**On the prefactor.** A surface stress that jumps by $F$ across a straight line pulls on the substrate with a force $F$ per length, normal to the line. For an isotropic half-space in plane strain (shear modulus $\mu$, Poisson ratio $\nu$) a tangential traction of wavenumber $k$ displaces the surface by $G(k)=(1-\nu)/(\mu|k|)$ times the traction, and relaxation lowers the energy per area by $\tfrac12\sum_k G|f_k|^2$. Take period $L$, stripes $pL$ and $(1-p)L$, and smear each line force into a Lorentzian of half-width $a$. Then $k=2\pi m/L$, $|f_m|^2=(4F^2/L^2)\sin^2(\pi mp)\,e^{-4\pi|m|a/L}$, and for stripes much wider than $a$
$$\gamma_{\rm el}=-\frac{2C}{L}\ln\frac{L\sin\pi p}{2\pi a},\qquad C=\frac{(1-\nu)F^2}{2\pi\mu}.$$
Equal stripes of width $l=L/2$ and boundary energy $\lambda$ give $\lambda-C\ln(l/\pi a)$ per boundary, the form of Alerhand and co-workers (1988). The energy per area is least at $l_0=\pi a\,e^{1+\lambda/C}$. Only the product $a\,e^{\lambda/C}$ has meaning; a value of $\lambda$ belongs to its cutoff.

**On the step transition.** On vicinal Si(001), $F$ is the anisotropy $\sigma_\parallel-\sigma_\perp$ of the dimer rows, which turn by 90° at each single step. Two single steps cost $\lambda_{SA}+\lambda_{SB}-2C\ln(l/\pi a)$; one $D_B$ step costs $\lambda_{DB}$ and leaves a single domain. Double steps win below $l_c=\pi a\exp[(\lambda_{SA}+\lambda_{SB}-\lambda_{DB})/2C]$, with $\tan\theta_c=h/l_c$ for single-step height $h$, straight steps and equal terraces.

**On carrying this to Si(111).** Threefold symmetry makes the stress of each phase isotropic, so $F=\sigma_{7\times7}-\sigma_{1\times1}$ for any boundary direction. Let immobile steps be spaced by $L$, each terrace carrying one 7×7 stripe of area fraction $p$. One boundary lies at the step (excess energy $\lambda_s$ over an ordinary step), one on the terrace ($\lambda_t$), and $\lambda=(\lambda_s+\lambda_t)/2$. Relative to pure 1×1,
$$\gamma(p)=p\,\Delta\gamma+\frac{2\lambda}{L}-\frac{2C}{L}\ln\frac{L\sin\pi p}{2\pi a},\qquad \Delta\gamma=\Delta s\,(T-T_c),$$
with $\Delta s=s_{1\times1}-s_{7\times7}>0$ per area and $T_c$ roughly 1100 K. Three results follow.

- $\partial\gamma/\partial p=0$ gives $\cot\pi p=(T-T_c)/T^*$, $T^*=2\pi C/(L\Delta s)$. Neither $\lambda$ nor $a$ appears.
- Stripes give way to pure 1×1 where $\gamma=0$ at that $p$: $\pi p\cot\pi p-\ln\sin\pi p=\ln(L/2\pi a)-\lambda/C$. The root gives $\Delta T_{\rm end}=T^*\cot\pi p$. For $L\to\infty$ the last stripe has width $2a\,e^{1+\lambda/C}=2l_0/\pi$, and $\Delta T_\infty=C e^{-1-\lambda/C}/(a\Delta s)$.
- If ordinary steps cost the same in both phases, stripes exist at all only for $L>L_{\min}=2\pi a\,e^{\lambda/C}$. This is $2l_c$ with the single-phase terrace in the role of the $D_B$ step; here $\tan\theta_c=h/L_{\min}$, one step per period.

**The question.** Hold the surface 2 K above $T_c$. How do $p$, $\Delta T_{\rm end}$ and $L_{\min}$ respond when (1) the terraces are made twice as wide, (2) the terrace boundary becomes dearer, (3) the stress difference grows by 10 %, (4) the crystal is stretched?

**On the inputs.** Approximate values: $\mu=68$ GPa $=0.424$ eV/Å$^3$, $\nu=0.22$, $F=0.06$ eV/Å$^2$ (7×7 taken as the more tensile phase), $\Delta s=0.013\,k_B$/Å$^2=1.12\times10^{-6}$ eV Å$^{-2}$K$^{-1}$, $a=3.84$ Å, $h=3.14$ Å. They give $C=1.05$ meV/Å, carried on as rounded. The boundary energies are illustrative: $\lambda_s=1.0$, $\lambda_t=5.0$, $\lambda=3.0$ meV/Å, so $\lambda/C=2.86$. With $L=200$ nm (miscut 0.090°): $T^*=2.9$ K, $\cot\pi p=0.68$, $p=0.31$, a stripe 62 nm wide. The last stripe has $p=0.17$, and $\Delta T_\infty=5.2$ K. At $T_c$, four evenly spaced boundaries per terrace beat two only for $L>8\pi a\,e^{\lambda_t/C}=1.1\ \mu$m, so one stripe per terrace holds. The lever for small changes is $\delta p=-(\sin^2\pi p/\pi)\,\delta(\cot\pi p)$, with coefficient 0.22 here.

**On change 1: $L=400$ nm.** *Reasoning.* The repulsion between boundaries centres the mobile one, and the thermal bias $\Delta\gamma$ pushes it toward the step. Wider terraces weaken the centring, so $p$ moves further from ½: it falls. The linear lever says by 0.15, an overestimate, since the repulsion stiffens as the stripe fraction shrinks. The window should widen, because a longer period deepens the logarithm, but it cannot pass $\Delta T_\infty$. *Calculation.* $T^*$ halves and $p=0.20$, down by 0.11. The stripe itself grows from 62 to 81 nm, on its way to the isolated-stripe width $2C/\Delta\gamma=94$ nm. $\Delta T_{\rm end}$ rises from 4.9 to 5.1 K. The crossover of $p(T)$ sharpens while coexistence lasts slightly longer: $T^*$ and $\Delta T_{\rm end}$ are different widths.

**On change 2: $\lambda_t=6.0$, $\lambda=3.5$ meV/Å.** *Reasoning.* The number of boundaries per terrace is fixed, so their price cannot move them: $\delta p=0$ as long as stripes survive. The price decides survival, and does so exponentially: $L_{\min}$ grows by $e^{0.5/1.05}=1.61$ and $\Delta T_\infty$ shrinks by the same factor to 3.2 K. The true end must lie lower still, since $L$ is now closer to $L_{\min}$, where the window closes. *Calculation.* $L_{\min}=68$ nm, $\Delta T_{\rm end}=2.8$ K. The working point at 2 K remains inside, with $p=0.31$. A curve $p(T)$ fixes $C/\Delta s$; only its end points carry $\lambda$.

**On change 3: $F\to1.1F$.** *Reasoning.* $C\propto F^2$ rises by the factor 1.21 to 1.27 meV/Å, whatever the sign of $F$. Stronger centring moves $p$ toward ½; the lever predicts a rise of 0.03. The exponent $\lambda/C$ falls, by 0.57 to first order, so the thresholds respond far more than $p$ does. *Calculation.* $T^*=3.6$ K and $p=0.34$. The exponent falls by 0.50, $L_{\min}$ by the factor 0.61 to 26 nm, and $\Delta T_\infty$ grows by the factor 2.0; $\Delta T_{\rm end}=10$ K. One caution: "$\lambda$ fixed" depends on the cutoff. Describing the same starting surface with $2a$ and $\lambda-C\ln2$, and holding that fixed, raises the new $L_{\min}$ by $2^{1-1/1.21}=1.13$. Trust the sign and the rough factor, no more.

**On change 4: in-plane strain $\epsilon=\epsilon_{xx}+\epsilon_{yy}=2\times10^{-5}$.** *Reasoning.* Per unstrained area each phase gains $\sigma\epsilon$, so $\Delta\gamma\to\Delta\gamma+F\epsilon$. This term is odd in $F$. Tension penalises the more tensile 7×7, the whole curve slides to lower temperature with its shape intact, and $p$ falls; the lever says by 0.08. *Calculation.* The shift is $F\epsilon/\Delta s=1.1$ K, $p=0.24$, down by 0.07. Equal compression gives $p=0.40$. A tension of $5.4\times10^{-5}$ removes the stripes at the working point. The sign of this response gives the sign of $F$, which $C$ hides.

| case | $T^*$ (K) | $p$ at $T_c+2$ K | $\Delta T_{\rm end}$ (K) | $L_{\min}$ (nm) | $\theta_c$ (°) |
|---|---|---|---|---|---|
| reference | 2.9 | 0.31 | 4.9 | 42 | 0.43 |
| 1: $L=400$ nm | 1.5 | 0.20 | 5.1 | 42 | 0.43 |
| 2: $\lambda=3.5$ meV/Å | 2.9 | 0.31 | 2.8 | 68 | 0.27 |
| 3: $1.1F$ | 3.6 | 0.34 | 10 | 26 | 0.70 |
| 4: $\epsilon=2\times10^{-5}$ | 2.9 | 0.24 | 3.8 | 42 | 0.43 |

Temperatures are counted from the unstrained $T_c$.

**On what was dropped.**

- *Unequal step energies.* If a step costs $\delta\beta$ more in 7×7 than in 1×1, the upper end is untouched, $\lambda_s$ being counted from the 1×1 step, but the lower end sees $\lambda-\delta\beta/2$. A mere $|\delta\beta|=1$ meV/Å is as large as change 2. The window is then lopsided, the $L_{\min}$ column no longer holds as printed, and mobile steps may bunch.
- *Work-function contrast.* Patch fields above a screening substrate lower the energy by $\tfrac12\varepsilon_0\sum_k|k||V_k|^2$ per area, the same series as above, adding $\varepsilon_0\Delta\phi^2/2\pi$ to $C$. An assumed $\Delta\phi=0.15$ V gives 0.020 meV/Å: 2 % on $T^*$, and 5 % off $L_{\min}$ at equal cutoff.
- *Step dipole.* An in-plane force dipole $A$ at the step acts, to first order, as a shift of that monopole by $d=A/F$, since $\sum_n(x-nL)^{-1}=(\pi/L)\cot(\pi x/L)$ is the derivative of $\ln\sin(\pi x/L)$. For $A$ of order 0.5 eV/Å, $d\approx8$ Å and $p$ is offset by $d/L=0.004$; hence two decimals.
- *Elastic constants.* The inputs are isotropic room-temperature averages. A softening of order 10 % near $T_c$ raises $C$ by about half as much as change 3, so the absolute entries of the table are less secure than the signs and the ratios between rows.